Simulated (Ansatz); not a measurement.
## SiC₂N₄: pressure against volume

SiC₂N₄, Pn-3m, a = 6.641 Å. The structure is a Materials Project entry; whether it is the stable form wasn't checked. Ansatz: r2SCAN, PAW, 500 eV, Γ-centred 4×4×4 mesh on 14 atoms, Gaussian smearing 0.02 eV; no spin polarisation. Shape and atoms are relaxed at each volume; pressure is positive in compression.

| V (Å³/atom) | P (GPa) |
| --- | --- |
| 18.412 | 18.23 |
| 19.040 | 12.62 |
| 19.668 | 7.78 |
| 20.295 | 3.61 |
| 20.923 | 0.00 |
| 21.551 | -3.11 |
| 22.178 | -5.78 |
| 23.015 | ? |

Question: Take V0 = 20.923 Å³/atom, fit the third-order Birch–Murnaghan form to the other rows, and predict the missing pressure.

Answer: With the Eulerian strain f = ½[(V0/V)^(2/3) − 1] and y = P/[3f(1 + 2f)^(5/2)], the form is the line y = B0 + 1.5 B0 (B0′ − 4) f. Rows (f, y): 0.04448, 110.4; 0.03244, 110.8; 0.02105, 111.1; 0.01026, 111.5; -0.00976, 111.6; -0.01905, 111.5. Means f = 0.01324, y = 111.15; Σ(Δf)² = 0.002986, ΣΔfΔy = -0.05323; the slope is their ratio. y = 111.4 − 17.83 f GPa, so B0 = 111.4 GPa and B0′ = 4 + 2 × (-17.83)/(3 × 111.4) = 3.89. At V = 23.015, f = -0.03078, y = 111.95 and P = -8.82 GPa. The run gave -8.78 GPa, so the fit is 0.04 GPa too low, a small miss on the scale of the series. The form still works here, 22 % of the fitted range beyond its end.

Cost: 8 runs of about 20 core-minutes in all, on Intel Xeon Processor @ 2.50GHz (Skylake/Cascade Lake) (shared hosts).

The pressure climbs faster in compression than it falls in expansion, the usual asymmetry of bonds whose repulsion steepens as they shorten. A modulus of 111.4 GPa is high for so open a framework, in which SiN₄ tetrahedra are linked by N=C=N bridges. The cell length fits nearly straight Si–N–C links, so a volume change must stretch or shorten stiff Si–N and C–N bonds. Bending at nitrogen, normally the soft way to compress such a network, seems to stay inactive, as y shows no sharp drop even at the smallest volume.

The cell is also clearly larger than the measured one for cubic silicon dicarbodiimide, where disordered nitrogen positions point to locally bent links. The likely cause is that relaxation from the ideal high-symmetry structure kept the bridges straight. The modulus therefore describes the idealised network and probably overestimates the stiffness of the real material; a larger cell with displaced nitrogen atoms would test this.
